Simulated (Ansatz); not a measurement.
## C: the change of energy above lowest point with volume scale

Free energy against uniform scaling of the volume at fixed shape and fractions; periodic cell, basis, potentials, k mesh and filling as listed. The results are calculated, by Ansatz 0.2.0.

The cell before it is scaled or strained (space group P6_3/mmc, No. 194):
```
CELL_PARAMETERS angstrom
2.52210 0.00000 0.00000
-1.26110 2.18420 0.00000
0.00000 0.00000 4.11860
ATOMIC_POSITIONS crystal
C 0.33333 0.66667 0.06250
C 0.66667 0.33333 0.56250
C 0.33333 0.66667 0.43750
C 0.66667 0.33333 0.93750
```

Settings of every row: functional r2SCAN; dispersion none; potentials PAW; wave cutoff 612.26 eV; density cutoff 2449 eV; k mesh 10x10x6; k shift 0x0x0; occupations methfessel paxton; smearing width 0.1 eV; spin none.

| row | volume scale | V (Å³/atom) | energy above lowest point (meV/atom) |
| --- | --- | --- | --- |
| 1 | 0.94 | 5.332 | 29.1 |
| 2 | 0.96 | 5.445 | 12 |
| 3 | 0.98 | 5.559 | 2.5 |
| 4 | 1 | 5.672 | 0 |
| 5 | 1.02 | 5.786 | 3.8 |
| 6 | 1.04 | 5.899 | 13.4 |
| 7 | 1.06 | 6.012 | ? |

Question: what energy above lowest point should row 7 give?

Worked fit of energy above lowest point. Take u = (V_r/V)^(2/3) − 1 with V_r = 5.6155 Å³ an atom, which is twice the finite (Eulerian) strain; such expansions in the strain, on which the Birch-Murnaghan equation of state is built, carry the rest volume and the bulk modulus. The shown rows have u = 0.03514, 0.02077, 0.00676, -0.00665, -0.01974, -0.0323. Least squares give energy above lowest point = 0.42 + 182.2 × u + 18057 × u² meV/atom; a straight line predicts inner rows, each left out in turn, worse (root mean square 7.9 against 0.046 meV/atom). The rows lie off it by 0.0, 0.0, 0.0, 0.0, -0.1, 0.0. Its lowest point lies at u = -0.0050, or V = 5.658 Å³ an atom, and the curvature there gives the bulk modulus at fixed shape and fractions, B = (4/9)(1 + u)² E″(u)/V = 450 GPa. Letting shape and atoms relax would as a rule lower it, by much in layered, chain or molecular crystals. The withheld row has u = -0.04447, so the fit gives 0.42 + 182.2 × (-0.04447) + 18057 × (-0.04447)² = 28.0 meV/atom.

The calculation gave 28.3 meV/atom. The fit lies 0.3 meV/atom (1.1 % of the value, 1 % of the column's range) below it; its largest miss of a shown row is 0.1 meV/atom. This row lies beyond the range of the fit.
